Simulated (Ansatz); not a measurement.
# A series in volume scale on Sc

Periodic Kohn-Sham DFT of a crystal at fixed atoms, scaled to volume_scale times the given cell; pressure positive in compression, energy less spherical unpolarised free atoms, largest_vzz the field gradient of largest size among the nuclei. The results are calculated, by Ansatz 0.2.0.

The cell before it is scaled or strained (space group P6_3/mmc, No. 194):
```
Sc
1.0
      3.3194     0.0000     0.0000
     -1.6597     2.8747     0.0000
      0.0000     0.0000     5.1679
Sc
2
Direct
  0.33333 0.66667 0.25000
  0.66667 0.33333 0.75000
```

Settings of every row: method all-electron LAPW; functional PBE; relativity scalar; k mesh 15x15x8; filling fermi-dirac; smearing width 0.05 eV; basis error target 0.5 meV/atom; nucleus gaussian.

Atom start moment: 0 on all atoms.

```
row  volume scale  V (Å³/atom)  energy less free atoms (eV/atom)  pressure (GPa)
  1        0.9405        23.19                           -4.5521           3.656
  2          0.98       24.164                                 ?               ?
  3             1       24.656                            -4.568           -0.02
  4          1.02        25.15                           -4.5663          -1.056
  5          1.06       26.136                           -4.5541          -2.875
```

Question: what energy less free atoms and pressure should row 2 give?

Worked fit of energy less free atoms. Take u = (V_r/V)^(2/3) − 1 with V_r = 24.903 Å³ an atom, which is twice the finite (Eulerian) strain; such expansions in the strain, on which the Birch-Murnaghan equation of state is built, carry the rest volume and the bulk modulus. The shown rows have u = 0.04866, 0.00667, -0.00656, -0.0317. Least squares give energy less free atoms = −4.56755 − 0.1315 × u + 9.227 × u² eV/atom; a straight line predicts inner rows, each left out in turn, worse (root mean square 0.0094 against 2.8e-05 eV/atom). All shown rows lie on it to the printed digit. Its lowest point lies at u = 0.0071, or V = 24.64 Å³ an atom, and the curvature there gives the bulk modulus at fixed shape and fractions, B = (4/9)(1 + u)² E″(u)/V = 54.1 GPa. Letting shape and atoms relax would as a rule lower it, by much in layered, chain or molecular crystals. The withheld row has u = 0.02029, so the fit gives −4.56755 − 0.1315 × (0.02029) + 9.227 × (0.02029)² = -4.5664 eV/atom.

The calculation gave -4.5664 eV/atom. The fit meets it to the printed digit.

Worked fit of pressure. Take u = (V_r/V)^(2/3) − 1 with V_r = 24.903 Å³ an atom, which is twice the finite (Eulerian) strain; such expansions in the strain, on which the Birch-Murnaghan equation of state is built, carry the rest volume and the bulk modulus. The shown rows have u = 0.04866, 0.00667, -0.00656, -0.0317. Least squares give pressure = −0.5495 + 78.505 × u + 162.73 × u² GPa; a straight line predicts inner rows, each left out in turn, worse (root mean square 0.17 against 0.003 GPa). The rows lie off it by 0.000, -0.001, 0.001, 0.000. The pressure vanishes at u = 0.0069, or V = 24.65 Å³ an atom, and there the bulk modulus at fixed shape and fractions is B = −V dP/dV = (2/3)(1 + u) dP/du = 54.2 GPa. Letting shape and atoms relax would as a rule lower it, by much in layered, chain or molecular crystals. The withheld row has u = 0.02029, so the fit gives −0.5495 + 78.505 × (0.02029) + 162.73 × (0.02029)² = 1.110 GPa.

The calculation gave 1.111 GPa. The fit lies 0.001 GPa (0.015 % of the column's range) below it, one unit of the last digit.
